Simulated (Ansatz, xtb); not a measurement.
**Ligand exchange: C2H3N + SiH3(SnH3) → C2H4Si + SnH3(NH2)**

Species: C2H3N `C#CN`, singlet; SiH3(SnH3), singlet; C2H4Si (ethynylsilane) `C#C[SiH3]`, singlet; SnH3(NH2), singlet. The partners trade NH2 for SiH3: C–NH2 and Sn–SiH3 bonds give way to C–SiH3 and Sn–NH2.

Shapes, held fixed at every level: PBE0-D4/def2-TZVP. Programs: Ansatz 0.2.0, xtb 6.7.1, xtb 6.7.1 later snapshot. The zero-point and thermal change to 298 K, harmonic and unscaled (PBE0-D4/def2-TZVP), is -1.2 kJ/mol.

```csv
level,kind,ΔH(298 K) (kJ/mol),less CCSD(T)/def2-TZVPP
GFN1-xTB,semi-empirical,+4.4,+64.9
r2SCAN-D4/def2-TZVPP,meta-GGA,-42.3,+18.2
PBE0-D4/def2-TZVPP,global hybrid,-28.8,+31.7
B2PLYP/def2-TZVPP,double hybrid,-54.8,+5.7
MP2/def2-SVP,perturbation theory,-43.4,+17.1
MP2/def2-TZVPP,perturbation theory,-66.0,-5.5
CCSD(T)/def2-SVP,coupled cluster or CI,-35.9,+24.6
CCSD/def2-SVP,coupled cluster or CI,-34.9,+25.6
CCSD(T)/def2-TZVPP,coupled cluster or CI,-60.5,0.0
```

The highest level, CCSD(T)/def2-TZVPP, gives ΔH(298 K) = -60.5 kJ/mol; the levels span -66.0 to +4.4. They disagree on the sign: 1 of 9 are positive. GFN1-xTB strays far from the other rows. The column of differences is taken from that level and isn't an error. No measured value is set beside it here. For atoms past krypton def2 sets carry core potentials with scalar relativity. Correlated rows may include outer-core shells of Sn, which these sets cover unevenly.

The exchange is exothermic at every level except GFN1-xTB, so its direction is well supported, but its size is less certain. The driving force is probably the replacement of the weak, nearly nonpolar Sn–Si bond. Nitrogen moves from carbon to the more electropositive tin, forming a strongly polar Sn–N bond, while silicon gains a robust bond to an sp carbon. Working against this is the loss of conjugation between the nitrogen lone pair and the triple bond in the ynamine.

Enlarging the basis makes the reaction markedly more exothermic with both MP2 and CCSD(T), whereas perturbative triples barely matter in the smaller set. The demanding part is therefore the description of polarisation and correlation around the atoms changing partners, not high-order excitations. The closeness of r2SCAN-D4 to small-basis coupled cluster is thus no sign of accuracy, and the remaining basis error at CCSD(T)/def2-TZVPP may still be chemically significant. Nothing here shows whether the exchange has an accessible pathway.
